Exact exchange can raise the hyperfine coupling at a radical carbon, but which part of it does so: the part between distant electrons, the part between close ones, or the spin polarisation that exchange spreads over the molecule? The case here is planar dimethylenecyclobutenyl, a C6H5 isomer that is not phenyl, treated by unrestricted density-functional theory at one fixed geometry.

C6H5 doublet, SMILES C=C1[C]=CC1=C (atoms numbered in this order), in the gas phase. PySCF 2.14.0 with density fitting, unrestricted Kohn–Sham, IGLO-III on C and pcH-1 on H, PBE0-D3(BJ)/def2-SVP geometry. A iso is the isotropic 13C hyperfine coupling; the g shift is from the free-electron value, with mean-field spin-orbit coupling and GIAOs.

```tsv
functional	exact exchange, long range (%)	A iso C2 (MHz)	A iso C3 (MHz)	A iso C5 (MHz)	A iso C6 (MHz)	isotropic g shift (ppm)	<S^2>
PBE	0	29.6	363.9	112.2	44.8	-213	0.759
B3LYP	20	32.9	399.8	115.8	41.4	-222	0.762
BHandHLYP	50	27.6	459.2	123.8	30.9	-261	0.789
CAM-B3LYP	65	31.7	399.7	117.1	38.7	-224	0.768
PBE0	25	27.9	406.2	114.3	39.0	-244	0.771
```

The ring is C2–C3=C4–C5, with the methylene carbons C1 on C2 and C6 on C5. In every row the unpaired electron occupies an in-plane σ lobe on C3, whose Mulliken spin population is 0.89 to 1.03. The isotropic coupling $A_\mathrm{iso}$ is the Fermi contact term, proportional to the α minus β density at the nucleus, so only s-type spin density counts. All four couplings are $^{13}$C and depend on the IGLO-III set, whose convergence in tight s functions was not tested. $\langle S^2\rangle$ is 0.750 for a pure doublet, and the excess measures how far paired α and β orbitals have separated.

Exchange acts between like spins, so the unpaired α electron draws paired α electrons towards itself and leaves β density elsewhere, an effect that exact exchange is known to strengthen. A hybrid replaces a share $x$ of semilocal exchange by exact exchange. The change in the potential is proportional to $x$, so to first order the spin density is too, and $A = A_0 + kx$.

The tempting reading takes $x$ from the printed column, the long-range share. In the four global functionals, where one share holds at all distances, C3 does rise in order, by 95.3 MHz from PBE to BHandHLYP. CAM-B3LYP is different: its share is by definition $0.19 + 0.46\,\mathrm{erf}(0.33\,r_{12})$, with the electron separation $r_{12}$ in bohr, running from 19% at contact to 65% far away. The line through B3LYP and BHandHLYP has slope $(459.2-399.8)/30 = 1.98$ MHz per percentage point. For CAM-B3LYP, which was not used to draw it, the line gives $399.8 + 45\times1.98 = 488.9$ MHz at 65% and $399.8 - 1.98 = 397.8$ MHz at 19%. The calculation gave 399.7. A least-squares line through all four global functionals agrees, lying 86 MHz above the computed value at 65% and 1.5 MHz below it at 19%.

The third explanation is that C3 follows the overall polarisation. If exchange mixes in spin-polarised configurations with amplitude $\lambda$, the spin density changes as $\lambda$ and the excess of $\langle S^2\rangle$ as $\lambda^2$, so $x=\sqrt{\langle S^2\rangle-0.75}$. This correlates at 0.96 with the short-range share, and both may act together. For C3 the numbers nevertheless separate them. Least-squares lines on all five rows leave root-mean-square residuals of 2.0 MHz for the short-range share, 8.8 for polarisation and 24 for the long-range share. The rounding of $\langle S^2\rangle$ is worth about 2 MHz at most, and adding polarisation to the short-range line leaves the residual at 2.0.

The step from B3LYP to CAM-B3LYP shows the separation directly. $\langle S^2\rangle$ goes from 0.762 to 0.768 and the spin population of C3 gains 0.035, while the coupling stays put within a fraction of a MHz. The population changes alternate in sign from C1 to C6, beginning positive, as they also do from PBE to PBE0 and to BHandHLYP. Alternation along conjugated double bonds argues for π polarisation, and so do the methylene protons, whose couplings move against the spin of their carbon as π spin makes them do: those on C1 fall (3.3 to 1.6 and 7.0 to 5.1 MHz) and those on C6 rise (4.9 to 5.5 and 4.4 to 5.0 MHz). π density has a node at nuclei in the plane, so it reaches the contact term only indirectly, by polarising s shells. The dipolar tensor of C3 fits this. Spin in two perpendicular p orbitals gives principal values $2b-c$, $2c-b$ and $-b-c$; between these two rows the lobe part $b$ barely moves (68.7 to 69.5 MHz) while $c$ grows from 7.6 to 9.6. That $c$ points out of the plane is assumed, and neighbouring atoms are ignored.

What does raise the contact density is not settled. Polarisation of the carbon s shells by the overlapping σ lobe and a change in the s character of the lobe are both possible. Neither can be tied to a distance here, since 19% is only the limit at contact: the CAM-B3LYP share is already 27% at 0.5 bohr and 36% at 1 bohr, roughly the scale of an atomic shell, where the B3LYP–BHandHLYP line would give about 414 and 431 MHz. The match at 19% is therefore empirical. It also rests on one row, where a changed semilocal part may cancel some of the effect of exact exchange. The 2 MHz residual is far above the 0.05 MHz rounding, and the semilocal parts matter at that level: PBE0 lies 3.5 MHz below the B3LYP–BHandHLYP line, and the cleanest exchange step, PBE to PBE0, has slope 1.69. BHandHLYP, the most spin-contaminated row, anchors every fitted slope, and the stability of the solutions was not checked.

Away from C3 the verdict weakens. C6 falls with exchange in the global functionals as its spin population turns more negative, as if negative polarisation eroded a positive direct contribution, and it fits the short-range share and polarisation about equally (residuals of 1.0 and 0.8 MHz). C5 does not separate the two either. It faces C3 across the ring at 2.01 Å yet couples 3.5 to 4.5 times as strongly as the adjacent C2, probably through the back of the σ lobe, which was not tested. C2 follows none of the three lines, since B3LYP lies above both PBE and PBE0, although it falls with exchange within the PBE pair and within the LYP pair.

The g shift, the departure from the free-electron value, is equally undecided on single lines through all five rows (6 and 5 ppm). It hides cancelling orbital-Zeeman/spin-orbit components, −768, −47 and +654 ppm in B3LYP. The relativistic mass term stays near −170 ppm, and the average orbital-Zeeman/spin-orbit term carries the change, from −48 ppm in PBE to −93 in BHandHLYP. PBE0 lies about 16 ppm below the B3LYP–BHandHLYP line while the two pairs have nearly the same slope (−1.24 and −1.3 ppm per point), so the functional family adds an offset alongside the share.

Read off that same line, CAM-B3LYP behaves like a global hybrid of 20% for C3 and between 21 and 28% for every other column, with the g shift (21.5%) near C3 and C6 (27.7%) near $\langle S^2\rangle$ (26.7%), a hint from a single row that within one family g leans towards the short-range share and C6 towards polarisation. For C3 the long-range share thus fails as a guide in this set and the contact limit serves far better, but one range-separated functional cannot show that this holds for others, or for other radicals. These are sensitivities at a rigid geometry, without scalar relativity or vibrational averaging, and they do not say which functional is nearest the truth.
